\section*{Notes: halving the static Bethe--Salpeter eigenproblem}

\subsection*{Premises and conventions}

I work with spin orbitals: $i,j$ occupied, $a,b$ empty, $N$ occupied--empty pairs in all. Excitation energies $\Omega$ and the variable $\omega$ are energies in joules, so time dependence reads $e^{-i\Omega\tau/\hbar}$ with $\tau$ the time. Integrals are $(pq|rs)=\iint\phi_p^*(1)\phi_q(1)\,v(1,2)\,\phi_r^*(2)\phi_s(2)$, and $W(pq|rs)$ is the same integral over the screened interaction at zero frequency. My premises are these.

(P1) The Green's function has quasiparticle form: one pole $\varepsilon_p$ of unit weight per orbital, occupations $n_p=0$ or $1$.

(P2) The kernel is static: the variation of the Hartree term plus the variation of $\Sigma=iGW$ at fixed $W$, with $W$ taken at $\omega=0$.

(P3) The orbitals are real and $W(1,2)=W(2,1)$ is real.

(P4) The matrix $A-B$ defined below is positive definite.

\subsection*{The paired problem}

With a static kernel only the equal-time part of $\delta G$, the density matrix $\rho_{pq}=\langle c_q^\dagger c_p\rangle$, feeds back, and the Bethe--Salpeter equation is the linearised equation of motion
\begin{equation}
i\hbar\,\partial_\tau\delta\rho=[\varepsilon,\delta\rho]+[\delta h,\rho_0],\qquad
\delta h_{pq}=\sum_{rs}\big[(pq|rs)-W(ps|rq)\big]\delta\rho_{sr}.
\label{eom}
\end{equation}
Since $[\delta h,\rho_0]_{pq}=(n_q-n_p)\,\delta h_{pq}$, the occupied--occupied and empty--empty elements are not driven at first order and I set them to zero. In the part of $\delta\rho$ that goes as $e^{-i\Omega\tau/\hbar}$ I call the amplitudes $\delta\rho_{ai}=X_{ia}$ and $\delta\rho_{ia}=Y_{ia}$. The $ai$ element of \eqref{eom} gives $\Omega X=AX+BY$ with
\begin{align}
A_{ia,jb}&=(\varepsilon_a-\varepsilon_i)\delta_{ij}\delta_{ab}+(ai|jb)-W(ab|ji),\nonumber\\
B_{ia,jb}&=(ai|bj)-W(aj|bi).
\label{AB}
\end{align}
In the $ia$ element both the energy difference and $n_q-n_p$ change sign, and the integrals are the complex conjugates of those in \eqref{AB} with the roles of $X$ and $Y$ exchanged. By (P3) conjugation does nothing, and the permutation symmetry of real integrals gives $A=A^T$ and $B=B^T$. So
\begin{equation}
\begin{pmatrix}A&B\\ B&A\end{pmatrix}\begin{pmatrix}X\\ Y\end{pmatrix}
=\Omega\begin{pmatrix}1&0\\ 0&-1\end{pmatrix}\begin{pmatrix}X\\ Y\end{pmatrix}.
\label{full}
\end{equation}
As an ordinary eigenproblem this has the $2N\times2N$ non-symmetric matrix $H=\left(\begin{smallmatrix}A&B\\-B&-A\end{smallmatrix}\right)$. If $(X,Y)$ solves \eqref{full} with $\Omega$, exchanging the rows shows that $(Y,X)$ solves it with $-\Omega$. The spectrum therefore holds only $N$ independent numbers, and I want a problem of size $N$ that delivers them.

\subsection*{Reduction}

\emph{Step 1: sum and difference.} The rows of \eqref{full} are $AX+BY=\Omega X$ and $BX+AY=-\Omega Y$. With $P=X+Y$ and $Q=X-Y$, adding and subtracting them gives
\begin{equation}
(A+B)P=\Omega Q,\qquad (A-B)Q=\Omega P.
\label{PQ}
\end{equation}
The change of variables is invertible, $X=(P+Q)/2$, $Y=(P-Q)/2$, so nothing is lost.

\emph{Step 2: eliminate $Q$.} I multiply the first equation by $A-B$ and use the second:
\begin{equation}
(A-B)(A+B)P=\Omega^2P.
\label{prod}
\end{equation}
This has size $N$, but the transpose of the product is $(A+B)(A-B)$, so it is symmetric only if $A$ and $B$ commute.

\emph{Step 3: symmetrise.} A real symmetric matrix has the form $A-B=R\,d\,R^T$ with $R$ orthogonal and $d$ diagonal. By (P4) every $d_k>0$, so $S=(A-B)^{1/2}=R\,d^{1/2}R^T$ is real, symmetric and invertible, with $S^2=A-B$. I put $P=\kappa SZ$ with a scalar $\kappa\neq0$ and multiply \eqref{prod} from the left by $S^{-1}$:
\begin{equation}
CZ=\Omega^2Z,\qquad C=(A-B)^{1/2}(A+B)(A-B)^{1/2}=C^T.
\label{half}
\end{equation}
$C$ has $N$ real eigenvalues $\Omega_n^2$ and real eigenvectors that I choose orthonormal, $Z_m^TZ_n=\delta_{mn}$, also inside degenerate sets.

\emph{Step 4: no root is gained or lost.} In the variables $(P,Q)$ the matrix $H$ becomes $\left(\begin{smallmatrix}0&A-B\\A+B&0\end{smallmatrix}\right)$, as \eqref{PQ} shows. After subtracting $\omega$, the diagonal blocks $-\omega 1$ commute with everything, so the block determinant is $\det[\omega^2-(A-B)(A+B)]$. Because $(A-B)(A+B)=SCS^{-1}$,
\begin{equation}
\det(H-\omega)=\det(\omega^2-C)=\prod_{n=1}^{N}(\omega-\Omega_n)(\omega+\Omega_n).
\label{det}
\end{equation}
The eigenvalues of $H$ are exactly $\pm\Omega_n$, multiplicities included.

\emph{Step 5: sign of $\Omega^2$.} For any $z$, $z^TCz=(Sz)^T(A+B)(Sz)$, and $S$ is invertible. So $C$ is congruent to $A+B$ and, by Sylvester's law of inertia, has as many positive, zero and negative eigenvalues. Premise (P4) alone guarantees that each $\Omega^2$ is real; all $\Omega$ are real and nonzero if and only if $A+B$ is positive definite as well. From here on I assume that and take $\Omega_n>0$.

\emph{Step 6: back-transformation.} The second equation of \eqref{PQ} gives $Q=\Omega S^{-2}P=\kappa\Omega S^{-1}Z$. The first is then satisfied, since $(A+B)\kappa SZ=\kappa S^{-1}CZ=\kappa\Omega^2S^{-1}Z=\Omega Q$. The indefinite norm is
\begin{equation}
X^TX-Y^TY=P^TQ=\kappa^2\,\Omega\,Z^TSS^{-1}Z=\kappa^2\Omega .
\end{equation}
The first equality holds because the cross terms $Y^TX$ and $X^TY$ are equal scalars and cancel. Unit norm requires $\kappa=\Omega^{-1/2}$:
\begin{equation}
X+Y=\Omega^{-1/2}(A-B)^{1/2}Z,\qquad X-Y=\Omega^{1/2}(A-B)^{-1/2}Z.
\label{back}
\end{equation}
For two states $P_m^TQ_n=(\Omega_n/\Omega_m)^{1/2}Z_m^TZ_n=\delta_{mn}$, hence
\begin{align}
X_m^TX_n-Y_m^TY_n&=\tfrac12\big(P_m^TQ_n+Q_m^TP_n\big)=\delta_{mn},\nonumber\\
X_m^TY_n-Y_m^TX_n&=\tfrac12\big(Q_m^TP_n-P_m^TQ_n\big)=0.
\end{align}
The partners $(Y_n,X_n)$ at $-\Omega_n$ have norm $-1$. The $2N$ vectors are orthogonal in a nonsingular metric with nonzero norms, so they are independent and $H$ is diagonalisable.

\subsection*{Why the norm has to be one}

So far unit norm was a choice. I check that it is the physical one. I add $\lambda\hat O e^{-i\omega\tau/\hbar}$ to the Hamiltonian, with $\hat O$ a one-body operator whose matrix is real symmetric, $f_{ia}=O_{ai}=O_{ia}$. Then $\delta h$ in \eqref{eom} gains $\lambda O$, and the forced amplitudes obey $\omega x=Ax+By+\lambda f$ and $-\omega y=Bx+Ay+\lambda f$. With $p=x+y$ and $q=x-y$,
\begin{equation}
\omega q=(A+B)p+2\lambda f,\qquad \omega p=S^2q .
\end{equation}
Eliminating $q$ and writing $p=Su$ gives $(\omega^2-C)u=2\lambda Sf$. The response is $\delta\langle\hat O\rangle=f^Tp=\lambda\chi$, so
\begin{equation}
\chi(\omega)=2f^TS(\omega^2-C)^{-1}Sf=\sum_n\frac{2\,(f^TSZ_n)^2}{\omega^2-\Omega_n^2}.
\label{chi}
\end{equation}
The Lehmann form away from the poles is $\sum_n|\langle n|\hat O|0\rangle|^2\,2\Omega_n/(\omega^2-\Omega_n^2)$. Matching residues,
\begin{equation}
|\langle n|\hat O|0\rangle|^2=\frac{(f^TSZ_n)^2}{\Omega_n}=\big[f^T(X_n+Y_n)\big]^2 ,
\label{strength}
\end{equation}
where the last form holds exactly for the scaling in \eqref{back}. Completeness of the $Z_n$ adds two closed results: $\sum_n\Omega_n|\langle n|\hat O|0\rangle|^2=f^T(A-B)f$, and $\chi(0)=-2f^T(A+B)^{-1}f$.

\subsection*{One transition, and a bound}

For $N=1$ everything commutes and \eqref{half} is
\begin{equation}
\Omega=\sqrt{(A-B)(A+B)}=\sqrt{A^2-B^2},\qquad A>|B| .
\label{one}
\end{equation}
From \eqref{back}, $(X+Y)^2=(A-B)/\Omega$ and $X-Y=1/(X+Y)$. Writing $X+Y=e^{-\theta}$ gives $X=\cosh\theta$, $Y=-\sinh\theta$ and $e^{-4\theta}=(A-B)/(A+B)$, that is $\tanh2\theta=B/A$. The Tamm--Dancoff approximation (TDA), $B=0$, gives $\Omega=A$, which lies above \eqref{one} by $B^2/2A$ to leading order.

The inequality survives for the lowest root at any $N$. Let $v$ be the normalised lowest eigenvector of $A$, $\alpha=v^TAv$, $\beta=v^TBv$, and try $z=S^{-1}v$ in the Rayleigh quotient of $C$. The numerator is $\alpha+\beta$. For the denominator, Cauchy--Schwarz gives $1=[(Sv)^T(S^{-1}v)]^2\le(\alpha-\beta)\,z^Tz$. Hence $\Omega_{\min}^2\le\alpha^2-\beta^2\le\alpha^2$.

\subsection*{Range of validity}

The reduction is exact algebra: it adds no approximation to \eqref{full} and removes none.

\emph{Stability.} If $A+B$ has a negative eigenvalue, \eqref{half} still holds and returns $\Omega^2<0$. Then $P$ is real, $Q=\Omega S^{-2}P$ is imaginary, $X^\dagger X-Y^\dagger Y=\mathrm{Re}\,P^\dagger Q=0$, and the mode cannot be normalised; it grows exponentially in time. At $\Omega=0$ one has $Q=0$, $X=Y$, and by \eqref{det} the root is double with a single eigenvector. If $A+B$ is the definite one and $A-B$ is not, exchanging $B\to-B$, $P\leftrightarrow Q$ gives the mirror reduction. If neither is definite, $\Omega^2$ can be complex and this route is closed.

\emph{Reality.} For complex orbitals the lower row of \eqref{full} contains $B^*$ and $A^*$, and Step 1 does not close. Magnetic fields and spin--orbit coupling are such cases in general. When a symmetry such as time reversal allows a relabelling of the de-excitations in which the lower row reads $(B,A)$ with both matrices Hermitian, every step holds with transposes replaced by adjoints.

\emph{Static kernel.} With $A(\omega)$, $B(\omega)$ the problem is nonlinear and the count in \eqref{det} fails. The static form has exactly $N$ positive roots, so states of double-excitation character are absent.

\emph{Numerics.} Halving the dimension cuts the storage of the matrix being diagonalised by a factor 4 and a cubic operation count by a factor 8, before the cost of forming $C$. The square root is not needed: with the Cholesky factor $A-B=LL^T$ and $P=\Omega^{-1/2}LZ'$, Eq.~\eqref{prod} becomes $L^T(A+B)LZ'=\Omega^2Z'$, with $Q=\Omega^{1/2}L^{-T}Z'$. The price is squaring. A rounding error of order $\epsilon\,\Omega_{\max}^2$ in an eigenvalue of $C$, with $\epsilon$ the machine precision, is a relative error of order $\tfrac12\epsilon(\Omega_{\max}/\Omega_{\min})^2$ in the lowest $\Omega$, which matters near an instability.

\subsection*{Half-filled Hubbard dimer}

Two sites, two electrons:
\begin{equation}
\hat H=-t\sum_\sigma\big(c^\dagger_{1\sigma}c_{2\sigma}+c^\dagger_{2\sigma}c_{1\sigma}\big)+U\sum_{l=1,2}\hat n_{l\uparrow}\hat n_{l\downarrow}.
\end{equation}
The orbitals $g=(1,1)/\sqrt2$ (doubly occupied) and $u=(1,-1)/\sqrt2$ (empty) are fixed by symmetry. I treat the interaction as spin independent, $(pq|rs)=U\sum_l\phi_p\phi_q\phi_r\phi_s$, which gives $K=U/2$ for an even number of $u$ labels and zero otherwise. The same-spin part cancels in the exact problem and in Hartree--Fock but not in the screening, so this convention affects the $GW$ numbers. Restricted Hartree--Fock gives $\varepsilon_{g,u}=\mp t+K$ and a gap $\Delta_0=2t$.

\emph{Matrices.} I take the two transitions $g\sigma\to u\sigma$; the spin-flip pairs form a separate block that holds the other two triplet components. With gap $\Delta$ and $w=W(gu|gu)$, and with $W(gg|uu)=K$ because a site-even density does not couple to the only charge fluctuation, which is odd, \eqref{AB} gives
\begin{equation}
A=\begin{pmatrix}\Delta&K\\K&\Delta\end{pmatrix},\quad
B=\begin{pmatrix}K-w&K\\K&K-w\end{pmatrix},\quad
A-B=(\Delta-K+w)\,1 .
\end{equation}
The eigenvectors of $C$ are $Z=(1,\pm1)/\sqrt2$, singlet and triplet, each a single-transition problem with $A_S=\Delta+K$, $B_S=2K-w$ and $A_T=\Delta-K$, $B_T=-w$:
\begin{equation}
\Omega_S^2=(\Delta-K+w)(\Delta+3K-w),\qquad \Omega_T^2=(\Delta-K+w)(\Delta-K-w).
\label{dimer}
\end{equation}

\emph{Screening.} RPA drops both $W$ terms in \eqref{AB} and uses $\Delta_0$: in the singlet channel $A=\Delta_0+2K$, $B=2K$, so \eqref{one} gives $\eta^2=\Delta_0(\Delta_0+4K)=4t(t+U)$. For $\hat O=\hat n_1-\hat n_2$, $f=(1,1)$, and \eqref{chi} gives $\chi=4\Delta_0/(\omega^2-\eta^2)$. Then $W(gu|gu;\omega)=K+K^2\chi$, whose correlation part is $2s\eta/(\omega^2-\eta^2)$ with $s=tU^2/\eta$, and
\begin{equation}
w=K-\frac{4K^2}{\Delta_0+4K}=\frac{tU}{2(t+U)} .
\end{equation}

\emph{Quasiparticle gap.} I measure energies from $U/2$. For $g$ the intermediate state is $u$, at $+t$, and on the imaginary axis
\begin{equation}
\Sigma^c_g(i\nu)=-\int\!\frac{d\nu'}{2\pi}\,\frac{1}{i(\nu+\nu')-t}\,\frac{-2s\eta}{\nu'^2+\eta^2}=\frac{s}{i\nu-t-\eta},
\end{equation}
by closing the contour in the half plane that contains only the pole of $W$. Exchange is already in the Hartree--Fock energy, so $\omega=-t+s/(\omega-t-\eta)$. The root connected to $-t$ is $\omega_g=\tfrac12[\eta-\sqrt{(\eta+2t)^2+4s}]$, particle--hole symmetry gives $\omega_u=-\omega_g$, and $\Delta=\sqrt{(\eta+2t)^2+4s}-\eta$.

\emph{Exact solution.} The covalent singlet and the even ionic state mix through $\left(\begin{smallmatrix}0&-2t\\-2t&U\end{smallmatrix}\right)$, with energies $(U\mp D)/2$, $D=\sqrt{U^2+16t^2}$; the triplet lies at $0$ and the odd ionic singlet at $U$. So $\Omega_T=(D-U)/2$, $\Omega_S=(D+U)/2$, and a third state at $D$ has no counterpart in \eqref{dimer}. One and three electrons have energies $-t$ and $U-t$, so the fundamental gap is $D-2t$. The ionic weight of the ground state is $(1-U/D)/2$, and $\hat O$ maps the even ionic state to twice the odd one, so the singlet strength is $2(1-U/D)$.

\emph{Numbers.} As model inputs I choose $t=1.00\times10^{-19}$~J (0.624~eV) and $U=3.00\times10^{-19}$~J (1.87~eV). Energies below are in $10^{-19}$~J and squares in $10^{-38}$~J$^2$. Then $K=1.500$, $\eta=4.000$, $w=0.375$, $s=2.250$, $\omega_g=-1.354$ and $\Delta=2.708$; the exact values are $D=5.000$ and gap $3.000$, an error of $-0.292$ in $\Delta$. Next $A-B=1.583$, and $A+B$ has diagonal $3.833$ and off-diagonal $3.000$, with eigenvalues $6.833$ and $0.833$, both positive. Therefore
\begin{equation}
C=\begin{pmatrix}6.069&4.750\\4.750&6.069\end{pmatrix},\qquad \Omega_S^2=10.818,\qquad \Omega_T^2=1.319 .
\end{equation}
The channel elements are $A_S=4.208$, $B_S=2.625$, $A_T=1.208$, $B_T=-0.375$. As coefficients of $Z$, \eqref{back} gives $X+Y=0.694$, $X-Y=1.441$, so $X=1.068$, $Y=-0.374$ for the singlet, and $X+Y=1.174$, $X-Y=0.852$, so $X=1.013$, $Y=0.161$ for the triplet. The singlet strength from \eqref{strength} is $2(X+Y)^2$, and in the TDA $X=1$, $Y=0$.

\begin{center}
\begin{tabular}{lccc}
 & $\Omega_S$ & $\Omega_T$ & $|\langle S|\hat O|0\rangle|^2$\\ \hline
TDA & 4.208 & 1.208 & 2.000\\
full, Eq.~\eqref{half} & 3.289 & 1.149 & 0.963\\
exact & 4.000 & 1.000 & 0.800
\end{tabular}
\end{center}

The coupling lowers the singlet by $0.919$ and the triplet by $0.060$. The triplet error falls from $+0.208$ to $+0.149$ and the error in the strength from $+1.200$ to $+0.163$, while the singlet error grows in size, from $+0.208$ to $-0.711$. The energy-weighted sum $f^T(A-B)f=3.166$ compares with the exact $3.200$.

The three decimals serve to check the algebra; the premises do not support them as predictions. The quasiparticle weight $[1+s/(\omega_g-t-\eta)^2]^{-1}=0.947$ was set to one in (P1). More serious is (P2): the screening pole $\eta$ lies close to $\Omega_S$, and static screening removes $K-w=1.125$ from the integral in $B$. Replacing $w$ by the bare $K$ at fixed $\Delta$ moves $\Omega_S$ to $3.932$, a change of $0.643$, of the same order as the coupling shift itself, and gives $\Omega_T^2=-0.790$. The frequency dependence that I dropped acts on a term of this size.

The dimer also shows the limits. Time-dependent Hartree--Fock is the case $\Delta=2t$, $w=K$, with $\Omega_{S,T}^2=2t(2t\pm U)$: here $\Omega_S=3.162$ and $\Omega_T^2=-2.000$. $A-B=2t$ stays positive, the reduction works, and it reports that the restricted reference is unstable towards spin polarisation for $U>2t$. With the $GW$ inputs the triplet eigenvalue $\Delta-K-w$ of $A+B$ crosses zero at $U=7.35\,t$, and $A-B=\Delta-K+w$ crosses zero at $U=12.48\,t$. Between the two, \eqref{half} is valid and the triplet root is imaginary. Above the second, (P4) fails: the singlet root is imaginary, and $\Omega_T^2$ in \eqref{dimer} is positive again, but as a product of two negative factors, so the solution with $\Omega>0$ has norm $-1$ and is no excitation. The exact $\Omega_T=(D-U)/2$ is positive for every $U$, so both crossings belong to the approximate $A$ and $B$.